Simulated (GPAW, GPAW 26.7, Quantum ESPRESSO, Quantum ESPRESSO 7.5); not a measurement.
# Numerical settings for the work function of W(100): a convergence and cost study with PBE slabs

## Experiment

The work function of a single-crystal face is the energy needed to take an electron from the Fermi level to the vacuum just outside that face. For clean W(100) we compare with 4.65 eV, tabulated in "Anisotropic work function of elemental crystals" (2019, arXiv:1902.07811) from earlier experiments. The method, temperature and surface preparation are not given with the value. Our own reservation is that such compiled values rest mostly on thermionic, field-emission and photoemission work, which weight patches, steps and residual adsorbates differently. The clean face also reconstructs on cooling below about room temperature, with zigzag displacements in the surface plane, so the structural state behind the number is not certain.

| compared with | measured | method |
| --- | --- | --- |
| work function of the clean W(100) face (eV) | 4.65 | compiled from earlier experiments; the method is not given with the … |

Conditions are those given with the value in the passage it was taken from; "not stated" means there, and the paper may say more elsewhere. The values are a selection: others may have been left out beforehand as unlike or outlying.

## Plan

We want the lightest slab calculation that still gives a dependable work function for W(100), and the price of each saving. The level of theory is PBE with GBRV ultrasoft pseudopotentials, a sensible choice for a nonmagnetic transition metal. The model is an ideal, unreconstructed 1×1 slab of eight layers with 16 Å of vacuum, at the handbook lattice constant of 3.16 Å.

Success means a work function within 0.2 eV of the tabulated value. That is about the usual error of a semilocal functional for this quantity, and it leaves room for the differences between a static ideal face and a real one at finite temperature. The numerical settings have to do better, or they would blur the comparison: we accept a saving if it moves the work function by no more than 0.05 eV, a quarter of the target.

Mesh, slab thickness, cutoff and smearing are varied one at a time on the bulk-cut slab. Relaxation of the surface layers follows, since it is a physical change and not a numerical one. At the end the numerical shifts are set against those from another program and another functional.

System: clean W(100) surface; bcc W, a = 3.16 A (handbook value rounded to two decimals); symmetric slab of 8 layers, 16 A of vacuum.

## 1. The base slab and its k-mesh

The in-plane mesh comes first because a metal surface with states near the Fermi level can respond strongly to it, and because the cost grows almost in proportion to the number of k-points. We run the bulk-cut slab with a 12×12 mesh as the base and put a coarser 6×6 and a denser 18×18 mesh beside it. We expect the two denser meshes to agree well within 0.05 eV; the 6×6 mesh is the doubtful one.

**Run 1.** Quantum ESPRESSO 7.5: PBE, GBRV ultrasoft pseudopotentials, bulk-cut slab at the handbook lattice constant; 8 layers, 16 A vacuum, 12x12 mesh, cold smearing 0.02 Ry.

Key lines of the input:
```
&control
  calculation = 'scf'
/
&system
  ibrav = 0
  nat = 8
  ntyp = 1
  ecutwfc = 40
  ecutrho = 200
  occupations = 'smearing'
  smearing = 'mv'
  degauss = 0.02
/
&electrons
  conv_thr = 1e-07
  mixing_beta = 0.4
  electron_maxstep = 120
  mixing_mode = 'local-TF'
/
ATOMIC_SPECIES
  W   183.8400  w_pbe_v1.2.uspp.F.UPF
CELL_PARAMETERS angstrom
  3.16000000000000 0.00000000000000 0.00000000000000
  0.00000000000000 3.16000000000000 0.00000000000000
  0.00000000000000 0.00000000000000 27.06000000000000
ATOMIC_POSITIONS crystal
  W   0.000000000000 0.000000000000 0.295639320000
  W   0.500000000000 0.500000000000 0.354028085700
  ... 2 more lines ...
  W   0.000000000000 0.000000000000 0.529194382900
  W   0.500000000000 0.500000000000 0.587583148600
  W   0.000000000000 0.000000000000 0.645971914300
  W   0.500000000000 0.500000000000 0.704360680000
K_POINTS automatic
  12 12 1 0 0 0
```

Command:
```
OMP_NUM_THREADS=1 mpirun -n 8 pw.x -nk 8 -in calc.in > calc.out
```

Selected lines of the output and, marked #, of the analysis:
```
# read off the planar mean of calc.pot.dat: phi_plus = 4.2269 eV
# read off the planar mean of calc.pot.dat: phi_minus = 4.2271 eV
```

Converged; 2.1 min on 8 cores of Arm Neoverse V2, shared host. Warnings: large negative density.

**Run 2.** Quantum ESPRESSO 7.5: PBE, GBRV ultrasoft pseudopotentials, bulk-cut slab, with 6x6 mesh (base case: bulk-cut slab at the handbook lattice constant; 8 layers, 16 A vacuum, 12x12 mesh, cold smearing 0.02 Ry).

Key lines of the input, as changed from run 1:
```diff
  K_POINTS automatic
-   12 12 1 0 0 0
+   6 6 1 0 0 0
```

Command:
```
OMP_NUM_THREADS=1 mpirun -n 4 pw.x -nk 2 -in calc.in > calc.out
```

Selected lines of the output and, marked #, of the analysis:
```
# read off the planar mean of calc.pot.dat: phi_plus = 4.2345 eV
```

Converged; 84 s on 4 cores of Arm Neoverse V1, shared host. Warnings: large negative density.

**Run 3.** Quantum ESPRESSO 7.5: PBE, GBRV ultrasoft pseudopotentials, bulk-cut slab, with 18x18 mesh (base case: bulk-cut slab at the handbook lattice constant; 8 layers, 16 A vacuum, 12x12 mesh, cold smearing 0.02 Ry).

Key lines of the input, as changed from run 1:
```diff
  K_POINTS automatic
-   12 12 1 0 0 0
+   18 18 1 0 0 0
```

Command:
```
OMP_NUM_THREADS=1 mpirun -n 2 pw.x -nk 2 -in calc.in > calc.out
```

Selected lines of the output and, marked #, of the analysis:
```
# read off the planar mean of calc.pot.dat: phi_plus = 4.2314 eV
```

Converged; 16 min on 2 cores of Arm Neoverse V1, shared host. Warnings: large negative density.

| quantity | run 1 | run 2 | run 3 | measured |
| --- | --- | --- | --- | --- |
| work function of the clean W(100) face (eV) | 4.227 | 4.234 | 4.231 | 4.65 |
| lattice constant a used for the slab (Å) | 3.160 | 3.160 | 3.160 |  |

The mesh hardly matters here. The three work functions lie within 0.01 eV of one another, far inside the tolerance of 0.05 eV, so our doubt about the 6×6 mesh was unfounded for this slab. On the same type of processor the 18×18 mesh took more than five times the core-time of the 6×6 mesh, with no useful change in the result. The two faces of the slab agree to 0.0002 eV, as its symmetry requires.

The comparison with experiment is much less comfortable. At the densest mesh the work function is 0.42 eV below the tabulated value, about twice the target, and k-point sampling cannot account for that. All three runs also carry a notice of large negative density. Its origin is not shown in this report, but a run at higher cutoffs will show whether the work function responds to the basis and density grid.

## 2. Slab thickness and plane-wave cutoff

Thickness and cutoff are the next two settings that could hide an error of this kind. We run slabs of four and twelve layers, and separately the eight-layer slab with both cutoffs raised by a factor of 1.4, all on the 12×12 mesh of the base case. Four layers leave little bulk between the two surfaces, so we expect a visible shift there; twelve layers and the higher cutoffs should change much less.

**Run 4.** Quantum ESPRESSO 7.5: PBE, GBRV ultrasoft pseudopotentials, bulk-cut slab, with 4 layers (base case: bulk-cut slab at the handbook lattice constant; 8 layers, 16 A vacuum, 12x12 mesh, cold smearing 0.02 Ry).

Key lines of the input:
```
&control
  calculation = 'scf'
/
&system
  ibrav = 0
  nat = 4
  ntyp = 1
  ecutwfc = 40
  ecutrho = 200
  occupations = 'smearing'
  smearing = 'mv'
  degauss = 0.02
/
&electrons
  conv_thr = 1e-07
  mixing_beta = 0.4
  electron_maxstep = 120
  mixing_mode = 'local-TF'
/
ATOMIC_SPECIES
  W   183.8400  w_pbe_v1.2.uspp.F.UPF
CELL_PARAMETERS angstrom
  3.16000000000000 0.00000000000000 0.00000000000000
  0.00000000000000 3.16000000000000 0.00000000000000
  0.00000000000000 0.00000000000000 20.74000000000000
ATOMIC_POSITIONS crystal
  W   0.000000000000 0.000000000000 0.385728061700
  W   0.500000000000 0.500000000000 0.461909353900
  W   0.000000000000 0.000000000000 0.538090646100
  W   0.500000000000 0.500000000000 0.614271938300
K_POINTS automatic
  12 12 1 0 0 0
```

Command:
```
OMP_NUM_THREADS=1 mpirun -n 4 pw.x -nk 4 -in calc.in > calc.out
```

Selected lines of the output and, marked #, of the analysis:
```
# read off the planar mean of calc.pot.dat: phi_plus = 4.1907 eV
```

Converged; 59 s on 4 cores of Arm Neoverse V1, shared host. Warnings: large negative density.

**Run 5.** Quantum ESPRESSO 7.5: PBE, GBRV ultrasoft pseudopotentials, bulk-cut slab, with 12 layers (base case: bulk-cut slab at the handbook lattice constant; 8 layers, 16 A vacuum, 12x12 mesh, cold smearing 0.02 Ry).

Key lines of the input:
```
&control
  calculation = 'scf'
/
&system
  ibrav = 0
  nat = 12
  ntyp = 1
  ecutwfc = 40
  ecutrho = 200
  occupations = 'smearing'
  smearing = 'mv'
  degauss = 0.02
/
&electrons
  conv_thr = 1e-07
  mixing_beta = 0.4
  electron_maxstep = 120
  mixing_mode = 'local-TF'
/
ATOMIC_SPECIES
  W   183.8400  w_pbe_v1.2.uspp.F.UPF
CELL_PARAMETERS angstrom
  3.16000000000000 0.00000000000000 0.00000000000000
  0.00000000000000 3.16000000000000 0.00000000000000
  0.00000000000000 0.00000000000000 33.38000000000000
ATOMIC_POSITIONS crystal
  W   0.000000000000 0.000000000000 0.239664469700
  W   0.500000000000 0.500000000000 0.286998202500
  ... 6 more lines ...
  W   0.000000000000 0.000000000000 0.618334331900
  W   0.500000000000 0.500000000000 0.665668064700
  W   0.000000000000 0.000000000000 0.713001797500
  W   0.500000000000 0.500000000000 0.760335530300
K_POINTS automatic
  12 12 1 0 0 0
```

Selected lines of the output and, marked #, of the analysis:
```
# read off the planar mean of calc.pot.dat: phi_plus = 4.2306 eV
```

Converged; 3.5 min on 8 cores of Arm Neoverse V1, shared host. Warnings: large negative density.

**Run 6.** Quantum ESPRESSO 7.5: PBE, GBRV ultrasoft pseudopotentials, bulk-cut slab, with cutoffs 1.4 times the usual ones (base case: bulk-cut slab at the handbook lattice constant; 8 layers, 16 A vacuum, 12x12 mesh, cold smearing 0.02 Ry).

Key lines of the input, as changed from run 1:
```diff
  &system
-   ecutwfc = 40
-   ecutrho = 200
+   ecutwfc = 56
+   ecutrho = 280
```

Selected lines of the output and, marked #, of the analysis:
```
# read off the planar mean of calc.pot.dat: phi_plus = 4.2167 eV
```

Converged; 11 min on 2 cores of Arm Neoverse V1, shared host. Warnings: large negative density.

| quantity | run 4 | run 5 | run 6 | measured |
| --- | --- | --- | --- | --- |
| work function of the clean W(100) face (eV) | 4.191 | 4.231 | 4.217 | 4.65 |
| lattice constant a used for the slab (Å) | 3.160 | 3.160 | 3.160 |  |

Neither setting accounts for the miss. Going from eight to twelve layers changes the work function by 0.004 eV, and raising both cutoffs lowers it by 0.010 eV, slightly away from the tabulated value. The notice of large negative density remains at the higher cutoffs, but the small response of the work function gives no sign that it matters for this quantity.

The four-layer slab lies 0.036 eV below the eight-layer one. That is the largest numerical shift so far, yet still within our tolerance. On the same type of processor the twelve-layer slab took about seven times the core-time of the four-layer slab, so thickness is a place where time can be saved if an error of this size is acceptable.

## 3. Smearing and surface relaxation

Two features of the base slab remain to be examined: the electronic smearing and the bulk-cut geometry. We replace the cold smearing of 0.02 Ry by a Fermi-Dirac distribution of 0.004 Ry, and in a separate run relax the outer layers with the middle ones fixed. The smearing should matter little. The top layer should move inward, which changes the surface dipole; we expect the work function to respond by a tenth of an electronvolt or so at most, too little to close the gap.

**Run 7.** Quantum ESPRESSO 7.5: PBE, GBRV ultrasoft pseudopotentials, bulk-cut slab, with Fermi-Dirac smearing of 0.004 Ry (base case: bulk-cut slab at the handbook lattice constant; 8 layers, 16 A vacuum, 12x12 mesh, cold smearing 0.02 Ry).

Key lines of the input, as changed from run 1:
```diff
  &system
-   smearing = 'mv'
-   degauss = 0.02
+   smearing = 'fd'
+   degauss = 0.004
```

Selected lines of the output and, marked #, of the analysis:
```
# read off the planar mean of calc.pot.dat: phi_plus = 4.2098 eV
```

Converged; 6.2 min on the same hardware. Warnings: large negative density.

**Run 8.** Quantum ESPRESSO 7.5: PBE, GBRV ultrasoft pseudopotentials, relaxed with the middle layers fixed at the handbook lattice constant; 8 layers, 16 A vacuum, 12x12 mesh, cold smearing 0.02 Ry.

Key lines of the input, as changed from run 1:
```diff
  &control
-   calculation = 'scf'
+   nstep = 40
+   forc_conv_thr = 0.001
+   calculation = 'relax'
+ &ions
+ /
  ATOMIC_POSITIONS crystal
-   W   0.000000000000 0.000000000000 0.529194382900
+   W   0.000000000000 0.000000000000 0.529194382900 0 0 0
```

Selected lines of the output and, marked #, of the analysis:
```
     the Fermi energy is     8.4416 ev
# read off the planar mean of calc.pot.dat: phi_plus = 4.1612 eV
```

Converged; 11 min on 8 cores of Arm Neoverse V2, shared host. Warnings: large negative density.

| quantity | run 7 | run 8 | measured |
| --- | --- | --- | --- |
| work function of the clean W(100) face (eV) | 4.210 | 4.161 | 4.65 |
| change of the first interlayer spacing from the bulk spacing (%) | – | −9.26 |  |
| change of the second interlayer spacing from the bulk spacing (%) | – | 3.40 |  |
| lattice constant a used for the slab (Å) | 3.160 | 3.160 |  |

The sharper Fermi-Dirac smearing lowers the work function by 0.017 eV, well within the tolerance. Relaxation has a larger effect: the first interlayer spacing shrinks by 9.26 % and the second grows by 3.40 %, while the work function falls by 0.066 eV to 4.161 eV. The top layer moves inward as we had supposed, but the electronic response widens the miss to 0.49 eV.

This shift exceeds our numerical tolerance, so the bulk-cut slab is a fair place to test settings but not a substitute for the relaxed surface. None of the single changes of mesh, thickness, cutoff or smearing comes near the size of the remaining discrepancy.

## 4. Another program and another functional

All results so far share one program and one tungsten pseudopotential. Before blaming PBE we repeat the bulk-cut slab in GPAW with plane waves, which replaces both. Its mesh is 8×8, a difference that should be minor given the small mesh dependence found above. We also run LDA on the PBE-relaxed geometry, so that the functional changes without a change in the atomic positions. LDA usually gives the higher work function, by roughly 0.3 eV, which would recover a good part of the gap but not all of it.

**Run 9.** GPAW 26.7: PBE, plane waves 450 eV, bulk-cut slab of 8 layers at the handbook lattice constant, 8x8 mesh.

Key lines of the input:
```
slab.calc = GPAW(mode=PW(450), xc='PBE', kpts={'size': (8, 8, 1), 'gamma': True},
                 occupations={'name': 'fermi-dirac', 'width': 0.1}, nbands='220%',
                 convergence={'density': 1e-05}, maxiter=150,
                 symmetry={'tolerance': 1e-3}, txt='slab.txt')
below, above = np.interp([low - 6.5, high + 6.5], z, v)
```

Selected lines of the output:
```
potential 6.5 A off the faces, from the Fermi level: lower 4.2241 eV, upper 4.2241 eV
```

Converged; 4.6 min on 1 core of Intel Xeon 6975P-C (Granite Rapids), shared host.

**Run 10.** Quantum ESPRESSO 7.5: LDA, GBRV ultrasoft pseudopotentials, single point on the PBE-relaxed geometry.

Selected lines of the output and, marked #, of the analysis:
```
# read off the planar mean of calc.pot.dat: phi_plus = 4.4471 eV
```

Converged; 1.7 min on 8 cores of Arm Neoverse V2, shared host. Warnings: large negative density.

| quantity | run 9 | run 10 | measured |
| --- | --- | --- | --- |
| work function of the clean W(100) face (eV) | 4.224 | 4.447 | 4.65 |
| lattice constant a used for the slab (Å) | 3.160 | 3.160 |  |

GPAW gives 4.224 eV for the bulk-cut slab, 0.003 eV from the corresponding Quantum ESPRESSO value. Program, tungsten potential, mesh and smearing all differ between the two, so such close agreement may contain some cancellation. It nevertheless makes the GBRV file or the large negative density an unlikely source of a miss of several tenths of an electronvolt.

On the same relaxed geometry, LDA raises the work function by 0.286 eV to 4.447 eV, close to the difference we had anticipated. The pseudopotential was changed along with the functional, so the shift belongs to the pair. LDA remains 0.203 eV below the tabulated value, a narrow miss of the 0.2 eV target. Numerical shifts of the size seen with PBE could reverse that call, and the margin is too thin to set LDA apart as failing or succeeding. The PBE miss of 0.49 eV on the relaxed surface is not in doubt in this way: it is far larger than any of the numerical changes examined.

## Summary of runs

| run | settings | work function of the clean W(100) face (eV) | deviation | cost |
| --- | --- | --- | --- | --- |
| 1 | Quantum ESPRESSO: PBE, GBRV ultrasoft pseudopotentials, bulk-cut slab at the handbook lattice constant, 8 layers, 16 A vacuum, 12x12 mesh, cold smearing 0.02 Ry | 4.227 | −0.423 | 17 core-min |
| 2 | Quantum ESPRESSO: PBE, GBRV ultrasoft pseudopotentials, bulk-cut slab | 4.234 | −0.416 | 5.6 core-min |
| 3 | Quantum ESPRESSO: PBE, GBRV ultrasoft pseudopotentials, bulk-cut slab | 4.231 | −0.419 | 31 core-min |
| 4 | Quantum ESPRESSO: PBE, GBRV ultrasoft pseudopotentials, bulk-cut slab | 4.191 | −0.459 | 3.9 core-min |
| 5 | Quantum ESPRESSO: PBE, GBRV ultrasoft pseudopotentials, bulk-cut slab | 4.231 | −0.419 | 28 core-min |
| 6 | Quantum ESPRESSO: PBE, GBRV ultrasoft pseudopotentials, bulk-cut slab | 4.217 | −0.433 | 21 core-min |
| 7 | Quantum ESPRESSO: PBE, GBRV ultrasoft pseudopotentials, bulk-cut slab | 4.210 | −0.440 | 12 core-min |
| 8 | Quantum ESPRESSO: PBE, GBRV ultrasoft pseudopotentials, 8 layers, 16 A vacuum, 12x12 mesh, cold smearing 0.02 Ry | 4.161 | −0.489 | 86 core-min |
| 9 | GPAW: PBE, plane waves 450 eV, bulk-cut slab of 8 layers at the handbook lattice constant, 8x8 mesh | 4.224 | −0.426 | 4.6 core-min |
| 10 | Quantum ESPRESSO: LDA, GBRV ultrasoft pseudopotentials, single point on the PBE-relaxed geometry | 4.447 | −0.203 | 13 core-min |
|  | measured | 4.65 |  |  |

Further runs on the same system, made beside this series (convergence steps with loose settings among them):

| further | settings | work function of the clean W(100) face (eV) | deviation | cost | status |
| --- | --- | --- | --- | --- | --- |
| F1 | Quantum ESPRESSO: PBE, GBRV ultrasoft pseudopotentials, bulk cell relaxed first, 8 layers, 16 A vacuum, 12x12 mesh, cold smearing 0.02 Ry | 4.147 | −0.503 | 1.8 core-h | warnings: WARNING: bfgs curvature condition failed, Theta= 0.900; large negative density |
| F2 | Quantum ESPRESSO: PBEsol, GBRV ultrasoft pseudopotentials, bulk cell relaxed first, 8 layers, 16 A vacuum, 12x12 mesh, cold smearing 0.02 Ry | 4.253 | −0.397 | 1.7 core-h | warnings: WARNING: bfgs curvature condition failed, Theta= 0.956; large negative density |
| F3 | Quantum ESPRESSO: vdW-DF-cx, GBRV ultrasoft pseudopotentials, single point on the PBE-relaxed geometry (files made for PBE) | 4.343 | −0.307 | 13 core-min | warnings: large negative density |
| F4 | Quantum ESPRESSO: rev-vdW-DF2, GBRV ultrasoft pseudopotentials, single point on the PBE-relaxed geometry (files made for PBE) | 4.425 | −0.225 | 14 core-min | warnings: large negative density |
| F5 | Quantum ESPRESSO: PBEsol, GBRV ultrasoft pseudopotentials, single point on the PBE-relaxed geometry | 4.259 | −0.391 | 13 core-min | warnings: large negative density |
| F6 | GPAW: PBE, atomic-orbital basis dzp, bulk-cut slab of 8 layers at the handbook lattice constant, 6x6 mesh | 4.191 | −0.459 | 11 core-min |  |
| F7 | GPAW: PBE, atomic-orbital basis szp, bulk-cut slab of 8 layers at the handbook lattice constant, 6x6 mesh | 4.229 | −0.421 | 7.8 core-min |  |
| F8 | Quantum ESPRESSO: LDA, GBRV ultrasoft pseudopotentials, bulk-cut slab of 4 layers, 6x6 mesh, cutoffs at 0.7 of the usual ones | 4.444 | −0.206 | under 1 core-min | warnings: large negative density |
| F9 | Quantum ESPRESSO: PBE, SSSP efficiency pseudopotentials, bulk-cut slab, for this element the set holds the GBRV file | 4.215 | −0.435 | 17 core-min | warnings: large negative density |
|  | measured | 4.65 |  |  |  |

## Verdict

PBE misses the target. The relaxed eight-layer slab gives 4.161 eV, 0.49 eV below the tabulated 4.65 eV, for 86 core-minutes. Using the PBE lattice constant instead of the handbook one lowers the result slightly further, to 4.147 eV.

The numerical settings examined are not the cause. On the bulk-cut slab, each single change of mesh, thickness, cutoff or smearing moved the work function by less than 0.05 eV, and GPAW agreed to 0.003 eV. Among the Quantum ESPRESSO settings, the 6×6 mesh with eight layers is the economical choice: it costs 5.6 core-minutes and shifts the result by less than 0.01 eV. Four layers cost 3.9 core-minutes but shift it by 0.036 eV. The two savings combined for PBE, their effect on the relaxed surface, and a test of the vacuum width are not shown in this report. The 18×18 mesh and the twelve-layer slab confirmed convergence but are unnecessary expense for routine use.

Relaxation mattered more, lowering the work function by 0.066 eV and widening the miss. The functional matters most: on the same geometry LDA lies 0.286 eV higher and misses narrowly, with rev-vdW-DF2 close behind. These margins are too thin for a ranking.

All the functionals shown fall below the reference, but that alone is no ground for doubting it. PBE commonly gives work functions that are too low, and the higher LDA value fits that pattern. Measurements on one face commonly scatter by 0.1 to 0.2 eV, sometimes more, which is less than the PBE miss. Electronegative residues such as oxygen could have raised the measured value, but that is conjecture. The effect of the low-temperature reconstruction, including its sign, is not shown in this report. A relaxed c(2×2) slab would be the natural next calculation.

[Logs are printed without paths, hosts, clocks, repeated set-up lines and the standing remarks that a program may print on its own settings, such as how far it seeks lower states.]

[The runs shown are a pick from a larger set of finished runs; failed, doubtful and other runs were left out of it ahead of writing. So were measured values far from every level or from commonly accepted values, and agreement can look better than it is. Lines of input and output are excerpts and may be shortened.]
